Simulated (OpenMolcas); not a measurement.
# GeN2H4 (SMILES [NH2][Ge][NH2]): methods side by side

GeN2H4: 7 atoms, total charge 0, spin state singlet. As SMILES, `[NH2][Ge][NH2]`. Geometry: relaxed at PBE0-D4/def2-TZVP. This is one conformer, not always the lowest.

Each level gives the vertical ionisation energy (to the doublet cation) (eV). The values are calculated.

```json
{"level": "HF/def2-SVPD", "kind": "Hartree–Fock", "program": "OpenMolcas", "value (eV)": "8.26", "CPU time (all runs)": "30 s"}
{"level": "SVWN5/def2-SVPD", "kind": "LDA", "program": "OpenMolcas", "value (eV)": "9.33", "CPU time (all runs)": "82 s"}
{"level": "BLYP/def2-SVPD", "kind": "GGA", "program": "OpenMolcas", "value (eV)": "8.73", "CPU time (all runs)": "2.4 min"}
{"level": "PBE/def2-SVPD", "kind": "GGA", "program": "OpenMolcas", "value (eV)": "8.86", "CPU time (all runs)": "1.9 min"}
{"level": "revPBE/def2-SVPD", "kind": "GGA", "program": "OpenMolcas", "value (eV)": "8.79", "CPU time (all runs)": "2 min"}
{"level": "TPSS/def2-SVPD", "kind": "meta-GGA", "program": "OpenMolcas", "value (eV)": "8.82", "CPU time (all runs)": "2.4 min"}
{"level": "BHLYP/def2-SVPD", "kind": "global hybrid", "program": "OpenMolcas", "value (eV)": "9.21", "CPU time (all runs)": "99 s"}
{"level": "M06-2X/def2-SVPD", "kind": "hybrid meta-GGA", "program": "OpenMolcas", "value (eV)": "9.00", "CPU time (all runs)": "2.2 min"}
```

All-electron rows without a relativistic Hamiltonian named are non-relativistic. The values span 8.26 to 9.33 eV. Times are those of the runs behind each value, whatever else they computed, on shared processors of several kinds: orders of magnitude only.

Hartree–Fock gives the lowest ionisation energy, 8.26 eV, and every density functional lies above it, from 8.73 eV with BLYP to 9.33 eV with SVWN5. The low Hartree–Fock value probably reflects missing correlation, which stabilises the neutral singlet more than the cation because ionisation breaks an electron pair. The gradient-corrected functionals and TPSS agree closely, but the two hybrids lie above them, so the values do not move steadily towards the Hartree–Fock limit as exact exchange is added.

Chemically, two kinds of electron compete for removal in a diaminogermylene: the germanium lone pair, rich in 4s character, and the nitrogen lone pairs, which donate into the formally empty germanium 4p orbital. This π donation stabilises the divalent centre, while the electronegative amino groups lower the germanium lone pair. The out-of-phase nitrogen combination gains little from the donation and can therefore lie close in energy to that lone pair. The total ionisation energies alone do not show which of these orbitals carries the hole, or whether it is the same one at every level.
